InSe2 (P4/nmm, 6 atoms in the cell) at fixed atoms on a 5×5×2 k mesh with Gaussian smearing, compared with a reference on a 10×10×4 mesh with a width of 0.1 eV. Ansatz 0.2.0, PBE, plane-wave PAW, scalar-relativistic, no spin polarisation, cutoff 420 eV. The energy column is extrapolated to zero smearing, and pressure is positive in compression.

| occupation width (eV) | energy less reference (meV/atom) | free energy less reference (meV/atom) | pressure less reference (GPa) | largest force change (eV/Å) |
| --- | --- | --- | --- | --- |
| 0.01 | 6.74 | 7.93 | -0.224 | 0.147 |
| 0.05 | 6.51 | 7.44 | -0.228 | 0.147 |
| 0.1 | 6.26 | 6.79 | -0.230 | 0.145 |
| 0.2 | 6.29 | 4.61 | -0.194 | 0.127 |
| 0.4 | 7.21 | -4.55 | -0.038 | 0.0853 |

## What has to be explained

The crystal is a metal in this PBE calculation, and every row samples its electron states on a sparse mesh of $k$ points. The reference uses a mesh twice as fine in each direction. Only the occupation width $\sigma$ changes from row to row. It sets how gradually the occupation of the levels falls from full to empty around the Fermi energy.

The energy column is stubborn. It lies 6 to 7 meV/atom above the reference at every width, with a shallow minimum around 0.1 to 0.2 eV. The free energy column behaves quite differently: it falls steadily and ends below the reference. The pressure and force errors hardly change up to 0.1 eV and then shrink.

Three explanations offer themselves. The smearing may cause the error, so that a narrower width would cure it. The mesh may cause it, so that no width cures it. Or the mesh may cause it while a wide smearing repairs it, as the free energy, pressure and force columns seem to suggest.

## The tempting answer: too much smearing

Smearing is an artificial device. It lifts some electrons into levels above the Fermi energy and so raises the energy, by an amount that grows as $\sigma^2$ in an ordinary metal. It is natural to blame this and to reduce the width.

The first row rules that out. At 0.01 eV hardly any smearing is left, yet the energy is still 6.74 meV/atom too high. The row at 0.1 eV settles the matter from the other side, because it has the same width and the same occupation rule as the reference. Its error of 6.26 meV/atom therefore comes from the mesh alone.

The likely reason is the Fermi surface, the boundary in $k$ space between filled and empty states. A mesh point stands for a whole block of $k$ space. With a narrow width the block counts as filled or empty almost as a unit, so a curved boundary is replaced by a coarse staircase. Narrowing the width sharpens the steps of the staircase but does not make them smaller.

## Why the free energy seems to improve

The free energy is the internal energy less an entropy term $TS$. Here $TS$ belongs to the smearing and not to a real temperature. It is large when many levels near the Fermi energy are partly filled. A wider smearing makes more of them so, and the free energy sinks.

The energy at zero smearing is meant to remove this effect. For Gaussian smearing it is the mean of internal energy and free energy, which is the free energy plus $TS/2$. The two energy columns of the table therefore differ by half the difference in $TS$ between a row and the reference.

At 0.4 eV half the entropy term exceeds that of the reference by 11.76 meV/atom. Subtracting this from the energy error gives $7.21-11.76=-4.55$ meV/atom, the free energy error in the table. Somewhere between 0.2 and 0.4 eV the free energy error must pass through zero. Judged by the free energy alone, the calculation would look perfect at that width, although a mesh error and an entropy term had merely cancelled.

## Two kinds of metal on one mesh

The shallow minimum of the energy column remains. It could be a sign that moderate smearing improves the sampling a little. The entropy term allows a closer look, because it shows how the levels near the Fermi energy are spaced.

Imagine first a metal with a continuous supply of levels. A wider smearing reaches more levels, in proportion to $\sigma$, and each adds an entropy term that also grows with $\sigma$. The total grows as $\sigma^2$.

Now imagine a sparse mesh and a narrow width. Only a few levels of nearly equal energy sit at the Fermi energy, and the next ones are out of reach. The number of electrons fixes how full these few levels are, whatever the width. The internal energy then stays constant, and the entropy term grows only as $\sigma$.

In formulas, a level at energy $\varepsilon$ contributes

$$
TS_{\text{level}}=\frac{\sigma}{2\sqrt{\pi}}\,e^{-x^2},\qquad x=\frac{\varepsilon-\mu}{\sigma},
$$

where $\mu$ is the Fermi energy. Summing over a constant density of states $D$ gives $TS=D\sigma^2/2$. For a few levels with fixed occupation, $x$ is fixed too, and $TS=c\,\sigma$ with a constant $c$.

The free energy is stationary with respect to the occupations, so it changes with the width as $dF/d\sigma=-TS/\sigma$. Integrating this for the two cases, with $E(0)$ the energy at zero width on the given mesh, gives

$$
\begin{aligned}
\text{continuous:}\quad & F=E(0)-\tfrac14 D\sigma^2, & E&=E(0)+\tfrac14 D\sigma^2,\\
\text{few levels:}\quad & F=E(0)-c\,\sigma, & E&=E(0).
\end{aligned}
$$

In the continuous case the mean of $E$ and $F$ is exactly $E(0)$. With few levels the internal energy is already right, and taking the mean spoils it by $-c\,\sigma/2$.

## A worked estimate

The reference run has an entropy term of 2.504 meV/atom. For the row at 0.05 eV the two energy columns then give

$$
TS=2.504+2\,(6.51-7.44)=0.644\ \text{meV/atom}.
$$

From this one row each law predicts the entropy term at 0.01 eV, a width five times smaller. The linear law gives $0.644/5=0.129$ meV/atom, and the square law gives $0.644/25=0.026$. The run at 0.01 eV itself reports 0.120. The linear law is thus about 8 % too high, while the square law is too low by a factor of more than four.

At larger widths the verdict is reversed. Between 0.1 and 0.2 eV the entropy term grows with the power 2.02 of the width, and between 0.2 and 0.4 eV with the power 2.15. The changeover near 0.1 eV suggests that the next levels on this mesh lie one to two tenths of an eV from the Fermi energy. No list of levels is at hand to confirm it, so the picture of a few partly filled levels rests on the entropy and on the behaviour of the internal energy.

## Where the shallow minimum comes from

The internal energy is obtained by adding $TS/2$ to the energy at zero smearing. From 0.01 to 0.1 eV it rises by only 0.18 meV/atom, nearly flat as the picture of few levels requires. Half the entropy term grows by 0.66 meV/atom over the same range and is subtracted all the same. The energy column therefore falls by 0.48 meV/atom.

From 0.1 to 0.2 eV the correction keeps pace with the smearing. The internal energy and half the entropy term now rise by almost the same amount, about 2.2 meV/atom, and the column stands still. The two values differ by only 0.03 meV/atom, too little to call either width the best.

From 0.2 to 0.4 eV the internal energy rises faster than half the entropy term, and the column climbs by 0.92 meV/atom. A probable reason is that the density of states is no longer constant over so wide a window, which leaves terms beyond $\sigma^2$ that the mean does not remove. The entropy term supports this, since it exceeds the square law scaled from 0.2 eV by about a tenth.

The minimum thus begins as an overcorrection. On this mesh the energy in the limit of zero width lies about 6.8 meV/atom above the reference, and the value at 0.1 eV comes closer because more was subtracted than this limit calls for. A wider smearing may also stand in for levels that the sparse mesh leaves out, so part of the gain could be real, but these rows cannot show it. The overcorrection points downward whatever the sign of the mesh error. In a crystal where the sparse mesh gave too low an energy, the same mechanism would make the result worse.

## Pressure and forces: an open case

The pressure error shrinks from −0.230 GPa at 0.1 eV to −0.038 GPa at 0.4 eV. This could mean that the wide smearing smooths the staircase and really repairs the sampling. It could also mean that the smearing adds an error of its own with the opposite sign.

The second reading has some support. The pressure is the volume derivative of the free energy with its sign reversed, so the term $-D\sigma^2/4$ adds a pressure that grows as $\sigma^2$ if $D$ increases with volume. The step from 0.2 to 0.4 eV should then be four times the step from 0.1 to 0.2 eV, and the table gives 4.3. To produce the larger step alone, $D$ would have to grow by about 2.7 % for each per cent of volume. The sign is the usual one, since bands tend to become narrower when a crystal expands. The size is large, however: free electrons would give only about 0.7 %. It also depends on $D$, taken here from the row at 0.2 eV. The entropy term of the reference implies a $D$ about 1.7 times as large, and then a growth of about 1.6 % would do.

The square law thus fits a cancellation, while the large size leaves room for a real repair of the sampling as a part of the change. A run on the fine mesh at 0.4 eV would decide. If the smearing's own pressure is the whole cause, that run should lie roughly 0.2 GPa above the reference; if the wide smearing merely repairs the sparse mesh, it should lie close to the reference.

The largest force change falls by 41 % between 0.1 and 0.4 eV, but its steps do not follow the square law well, so here the numbers leave both readings open. What the mesh error can do to a structure is plain at 0.01 eV. Each atom of one selenium pair feels a force of 0.120 eV/Å along the $c$ axis, while the reference gives 0.027 eV/Å the opposite way. A relaxation on the sparse mesh would start by moving these atoms the wrong way.

## What follows for a calculation

For the energy the numbers decide between the mesh and too much smearing. Up to 0.1 eV the error comes from the mesh, and none of the five widths brings it below 6 meV/atom. At 0.4 eV the smearing probably adds an error of its own, which only a fine-mesh run at that width could separate. The remedy is a finer mesh. How much error the reference itself still carries is not known, but it would shift the whole energy column equally and leave its shape as it is.

The entropy term is a useful diagnostic for another metal. If halving the width halves it, the mesh is probably too sparse for that width, though a very flat band at the Fermi energy would do the same. The internal energy is then a better guide to the zero-width limit than the mean. If halving the width quarters it, the mean hardly changes with the width, but it can keep an offset from smaller widths. Here it stays about 0.5 meV/atom below the zero-width energy of the mesh. On a finer mesh the levels lie closer together, so the changeover should move to smaller widths.

Nor does a square law prove that the mesh is fine enough. Between 0.1 and 0.2 eV the entropy term roughly quadruples here, as the square law asks, and the energy is still more than 6 meV/atom off. A few separate levels coming into reach can imitate the law between two widths. Even a perfect extrapolation to zero width would give the energy of the mesh in use, and only a second mesh shows how far that lies from the crystal's.
